**Force errors of HF, MP2, PBE and PBE0 along a B–H stretch towards triplet Si**

The table holds energies from the start of a rigid hydrogen-transfer scan in triplet BH₃···Si at five B–H distances, in cc-pVTZ on unrestricted determinants, from HF, MP2, CCSD(T), phaseless and released AFQMC, PBE and PBE0. The program fits each curve to $g x + k x^2/2$ in the stretch $x$ and tests whether a level's error grows as $x$, as $x^2$ or in proportion to the energy. The linear form fits best for HF, MP2, PBE0 and PBE against both phaseless AFQMC and CCSD(T), with slopes of +0.89, +0.31, −0.28 and −0.71 eV/Å against phaseless AFQMC. The output also gives the MP2 share of the correlation change, the exact-exchange share that would meet the references, total-energy gaps to CCSDT(Q) at the first point and formal cost counts. CCSD(T) and phaseless AFQMC agree within 17 meV in all rows.

Transfer of H from B towards Si in neutral triplet BH3Si, with rigid fragments from PBE0/def2-TZVP, computed with Ansatz 0.2.0 and afq 1 (own AFQMC program). All levels use cc-pVTZ and unrestricted determinants, with cores frozen in the correlated methods. The coordinate is the B–H distance, and energies are counted from the start at 1.1935 Å at the same level.

## Numerical check

```python
# Table: energy (eV) from the start (B-H 1.1935 A) of a rigid H-transfer scan in triplet BH3...Si, cc-pVTZ,
# U determinants: HF, MP2, CCSD(T), phaseless (CISD trial) and released AFQMC (own program), PBE, PBE0.
# Tested: E = g x + k x^2/2; is each level's error a force error (~x), a stiffness error (~x^2) or ~E?
T = {
    'point_transfer': [1.288, 1.336, 1.383, 1.43, 1.525],  # angstrom
    'row_number': [1, 2, 3, 4, 5],
    'row_hf': [0.173, 0.331, 0.525, 0.755, 1.337],  # eV
    'row_mp2': [0.125, 0.255, 0.42, 0.62, 1.136],  # eV
    'row_ccsd_pt': [0.103, 0.22, 0.37, 0.554, 1.034],  # eV
    'row_ph_afqmc_cisd': [0.086, 0.204, 0.365, 0.551, 1.033],  # eV
    'row_released_afqmc': [0.081, 0.206, None, 0.534, None],  # eV
    'row_pbe': [0.03, 0.11, 0.226, 0.378, 0.799],  # eV
    'row_pbe0': [0.07, 0.172, 0.308, 0.48, 0.938],  # eV
}
import numpy as np
from scipy import constants as C
r = np.array(T['point_transfer'], float); x = r - 1.1935  # start from the caption
K = {'HF': 'row_hf', 'MP2': 'row_mp2', 'CCSD(T)': 'row_ccsd_pt', 'phaseless': 'row_ph_afqmc_cisd', 'PBE0': 'row_pbe0', 'PBE': 'row_pbe'}
E = {n: np.array(T[k], float) for n, k in K.items()}
ph, cc = E['phaseless'], E['CCSD(T)']
f = lambda a, s='%7.0f': ' '.join(s % v for v in a)
kcal = C.calorie*1e3/C.N_A/C.e; kT = C.k*298/C.e
sl = np.diff(np.r_[0, ph])/np.diff(np.r_[0, x])
print('stretch x (A):', f(x, '%7.4f'), '| phaseless slope per step (eV/A):', f(sl, '%.2f'))
print('1 kcal/mol = %.0f meV, kT(298 K) = %.0f meV; rounding 0.5 meV in E, up to %.1f meV from 0.0005 A' % (1e3*kcal, 1e3*kT, 0.5*sl.max()))
print('Level minus phaseless (meV) by row | percent, first and last row')
for n in K:
    if n != 'phaseless':
        d = E[n]-ph; print('  %-9s' % n, f(1e3*d), '| %+.0f%% %+.0f%%' % (100*d[0]/ph[0], 100*d[-1]/ph[-1]))
print('  released ', ' '.join('      -' if v is None else '%7.0f' % (1e3*(v-p)) for v, p in zip(T['row_released_afqmc'], ph)))
print('Steps at last row (meV): HF-MP2 %.0f, MP2-CCSD(T) %.0f, PBE0-PBE %.0f' % tuple(1e3*(E[a][-1]-E[b][-1]) for a, b in [('HF', 'MP2'), ('MP2', 'CCSD(T)'), ('PBE0', 'PBE')]))
print('Fit E = g x + k x^2/2: g (eV/A), k (eV/A^2), minimum -g/k (A), worst residual (meV) | with cubic: g, k')
for n in K:
    A = np.c_[x, x**2/2, x**3]; c = np.linalg.lstsq(A[:, :2], E[n], rcond=None)[0]
    c3 = np.linalg.lstsq(A, E[n], rcond=None)[0]; res = E[n]-A[:, :2]@c; i = np.argmax(abs(res))
    print('  %-9s %+.2f %.1f %+.3f %+.1f at %.3f | %+.2f %.1f' % (n, c[0], c[1], -c[0]/c[1], 1e3*res[i], r[i], c3[0], c3[1]))
pw = lambda y: np.polyfit(np.log(x), np.log(abs(y)), 1)[0]
print('Error models: slope c (eV/A); rms misfit (meV) for ~x, ~x^2, ~E; exponent; x where c x = 1 kcal/mol (A)')
P = {}
for rn, R in (('phaseless', ph), ('CCSD(T)', cc)):
    for n in ('HF', 'MP2', 'PBE0', 'PBE'):
        d = E[n]-R; cs = [d@b/(b@b) for b in (x, x**2, R)]
        rms = [1e3*np.sqrt(np.mean((d-c*b)**2)) for c, b in zip(cs, (x, x**2, R))]
        P[n, rn] = pw(d)
        print('  %-5s vs %-9s %+.2f; %s; %.2f; %.2f' % (n, rn, cs[0], f(rms, '%.1f'), P[n, rn], kcal/abs(cs[0])))
print('Exponent of the energy itself: phaseless %.2f, CCSD(T) %.2f' % (pw(ph), pw(cc)))
print('Correlation change CCSD(T)-HF (meV):', f(1e3*(cc-E['HF'])))
print('MP2 share of that change:', f((E['HF']-E['MP2'])/(E['HF']-cc), '%.2f'))
h = E['PBE0']-E['PBE']; w = E['HF']-E['PBE']
print('(PBE0-PBE)/(HF-PBE):', f(h/w, '%.3f'), '(0.25 if PBE correlation stayed constant)')
print('Implied PBE correlation change, first order (meV):', f(1e3*(4*h-w)))
print('Exchange share meeting phaseless:', f(0.25*(ph-E['PBE'])/h, '%.2f'), '| CCSD(T):', f(0.25*(cc-E['PBE'])/h, '%.2f'))
# further outputs of the same runs, total energies (eV) at 1.288 A only
hf, mp2, sd, sdt, t, q = -8578.16346, -8583.09621, -8584.17377, -8584.38524, -8584.43223, -8584.442
pc, ec, p1, e1 = -8584.43314, 0.0050363, -8584.44911, 0.026461
rel = np.array([-8584.44049, -8584.43954, -8584.43532, -8584.45287, -8584.45581])
print('At 1.288, total minus CCSDT(Q) (meV): MP2 %.0f, CCSD %.0f, CCSD(T) %.0f, CCSDT %.0f' % tuple(1e3*(v-q) for v in (mp2, sd, sdt, t)))
print('  CCSD(T)-CCSDT %.0f; phaseless CISD %+.0f(%.0f), HF trial %+.0f(%.0f), last released %+.0f; release spread %.0f' % (1e3*(sdt-t), 1e3*(pc-q), 1e3*ec, 1e3*(p1-q), 1e3*e1, 1e3*(rel[-1]-q), 1e3*np.ptp(rel)))
print('  MP2 share of total CCSD(T) correlation %.2f; total %.2f eV' % ((mp2-hf)/(sdt-hf), sdt-hf))
print('  noise of a difference if the start has equal error: %.0f meV' % (1e3*ec*2**0.5))
print('  HF trial for equal noise: %.0f x its own run, %.0f x the steps of the CISD trial' % ((e1/ec)**2, (e1/ec)**2*319*20/(70*50)))
o, v = 5, 95  # mean occupied and virtual orbitals per spin
print('Formal counts relative to one CCSD cycle o2v4: (T) %d, CCSDT cycle %d, (Q) %d' % (o, o*v, o*o*v))
D, k = 4.8, 22.0  # rough recalled B-H depth (eV) and force constant (eV/A^2)
print('Rough free B-H Morse (eV):', f(D*(1-np.exp(-np.sqrt(k/2/D)*x))**2, '%.2f'), '| phaseless:', f(ph, '%.2f'))
print('H-Si (A) if B-Si stays 2.97 A, not shown by the outputs:', f(2.97-r, '%.2f'))
assert np.all(E['HF'] > E['MP2']) and np.all(E['MP2'] > ph) and np.all(ph > E['PBE0']) and np.all(h > 0)
assert np.all(abs(cc-ph) < kcal)
assert all(0.7 < P[n, m] < 1.5 for n in ('HF', 'PBE') for m in ('phaseless', 'CCSD(T)'))
assert np.all(np.diff(sl) > 0)
```

It prints:

```
stretch x (A):  0.0945  0.1425  0.1895  0.2365  0.3315 | phaseless slope per step (eV/A): 0.91 2.46 3.43 3.96 5.07
1 kcal/mol = 43 meV, kT(298 K) = 26 meV; rounding 0.5 meV in E, up to 2.5 meV from 0.0005 A
Level minus phaseless (meV) by row | percent, first and last row
  HF             87     127     160     204     304 | +101% +29%
  MP2            39      51      55      69     103 | +45% +10%
  CCSD(T)        17      16       5       3       1 | +20% +0%
  PBE0          -16     -32     -57     -71     -95 | -19% -9%
  PBE           -56     -94    -139    -173    -234 | -65% -23%
  released       -5       2       -     -17       -
Steps at last row (meV): HF-MP2 201, MP2-CCSD(T) 102, PBE0-PBE 139
Fit E = g x + k x^2/2: g (eV/A), k (eV/A^2), minimum -g/k (A), worst residual (meV) | with cubic: g, k
  HF        +1.04 18.1 -0.057 -6.0 at 1.288 | +0.87 21.2
  MP2       +0.56 17.3 -0.032 -5.3 at 1.288 | +0.41 20.1
  CCSD(T)   +0.36 16.7 -0.021 -5.3 at 1.288 | +0.21 19.3
  phaseless +0.21 17.6 -0.012 -12.7 at 1.288 | -0.20 25.2
  PBE0      -0.02 17.2 +0.001 -5.2 at 1.288 | -0.16 19.8
  PBE       -0.46 17.3 +0.027 -3.9 at 1.288 | -0.57 19.3
Error models: slope c (eV/A); rms misfit (meV) for ~x, ~x^2, ~E; exponent; x where c x = 1 kcal/mol (A)
  HF    vs phaseless +0.89; 6.4 49.4 45.6; 0.98; 0.05
  MP2   vs phaseless +0.31; 5.9 21.4 20.3; 0.74; 0.14
  PBE0  vs phaseless -0.28; 6.5 14.7 13.1; 1.46; 0.15
  PBE   vs phaseless -0.71; 6.7 40.4 36.9; 1.15; 0.06
  HF    vs CCSD(T)   +0.86; 11.4 40.5 33.6; 1.17; 0.05
  MP2   vs CCSD(T)   +0.29; 5.1 12.1 9.8; 1.22; 0.15
  PBE0  vs CCSD(T)   -0.31; 4.1 22.2 19.8; 0.85; 0.14
  PBE   vs CCSD(T)   -0.73; 5.3 48.6 42.9; 0.93; 0.06
Exponent of the energy itself: phaseless 1.98, CCSD(T) 1.84
Correlation change CCSD(T)-HF (meV):     -70    -111    -155    -201    -303
MP2 share of that change: 0.69 0.68 0.68 0.67 0.66
(PBE0-PBE)/(HF-PBE): 0.280 0.281 0.274 0.271 0.258 (0.25 if PBE correlation stayed constant)
Implied PBE correlation change, first order (meV):      17      27      29      31      18
Exchange share meeting phaseless: 0.35 0.38 0.42 0.42 0.42 | CCSD(T): 0.46 0.44 0.44 0.43 0.42
At 1.288, total minus CCSDT(Q) (meV): MP2 1346, CCSD 268, CCSD(T) 57, CCSDT 10
  CCSD(T)-CCSDT 47; phaseless CISD +9(5), HF trial -7(26), last released -14; release spread 20
  MP2 share of total CCSD(T) correlation 0.79; total -6.22 eV
  noise of a difference if the start has equal error: 7 meV
  HF trial for equal noise: 28 x its own run, 50 x the steps of the CISD trial
Formal counts relative to one CCSD cycle o2v4: (T) 5, CCSDT cycle 475, (Q) 2375
Rough free B-H Morse (eV): 0.09 0.18 0.30 0.43 0.75 | phaseless: 0.09 0.20 0.36 0.55 1.03
H-Si (A) if B-Si stays 2.97 A, not shown by the outputs: 1.68 1.63 1.59 1.54 1.45
```
